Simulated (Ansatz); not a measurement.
# Sb: pressure against volume per atom

All results are calculated (Ansatz 0.2.0). Periodic Kohn-Sham DFT of a crystal at fixed atoms; pressure and stress are positive in compression; the energy is the free energy less that of spherical unpolarised free atoms; site moments are those in the method's own spheres, positive along +z.

Cell of the first row (space group R-3m, No. 166):
```
cell vectors (Å)
   2.1067     1.2163     3.6676
  -2.1067     1.2163     3.6676
   0.0000    -2.4326     3.6676
atoms (fractions of the cell vectors)
Sb  0.23364  0.23364  0.23364
Sb  0.76636  0.76636  0.76636
```

Settings of every row: method frozen-core PAW; functional PBEsol; relativity scalar; k mesh 9x9x9; filling fermi-dirac; smearing width 0.05 eV; wave cutoff 420 eV; paw set soft_2.

Atom start moment: 0 on all atoms.

Limits: PAW files made with PBE; no spin-orbit coupling on heavy atoms.

Limits of some rows: small gap, it may come from the mesh (row 5, 7, 8, 9, 10, 11).

```csv
row,volume per atom (Å³),pressure (GPa)
1,28.193,4.599
2,28.493,3.808
3,28.793,?
4,29.393,1.667
5,29.693,1.025
6,29.993,0.415
7,30.293,-0.163
8,30.593,-0.712
9,31.192,-1.726
10,31.492,-2.194
11,31.792,-2.637
```

Question: what pressure should row 3 give?

Worked fit of pressure. Take u = (V_r/V)^(2/3) − 1 with V_r = 30.143 Å³ an atom, which is twice the finite (Eulerian) strain; such expansions in the strain, on which the Birch-Murnaghan equation of state is built, carry the rest volume and the bulk modulus. The shown rows have u = 0.04559, 0.03824, 0.01694, 0.01008, 0.00333, -0.0033, -0.00983, -0.02255, -0.02877, -0.03488. Least squares give pressure = 0.122 + 87.186 × u + 235.97 × u² + 123 × u³ GPa; a parabola predicts inner rows, each left out in turn, worse (root mean square 0.0016 against 0.00037 GPa). The rows lie off it by 0.000, 0.000, 0.000, 0.000, 0.000, 0.000, 0.000, -0.001, 0.000, 0.000. The pressure vanishes at u = -0.0014, or V = 30.21 Å³ an atom, and there the bulk modulus at fixed shape and fractions is B = −V dP/dV = (2/3)(1 + u) dP/du = 57.6 GPa. Letting shape and atoms relax would as a rule lower it, by much in layered, chain or molecular crystals. The withheld row has u = 0.03102, so the fit gives 0.122 + 87.186 × (0.03102) + 235.97 × (0.03102)² + 123 × (0.03102)³ = 3.057 GPa.

The calculation gave 3.057 GPa. The fit meets it to the printed digit.
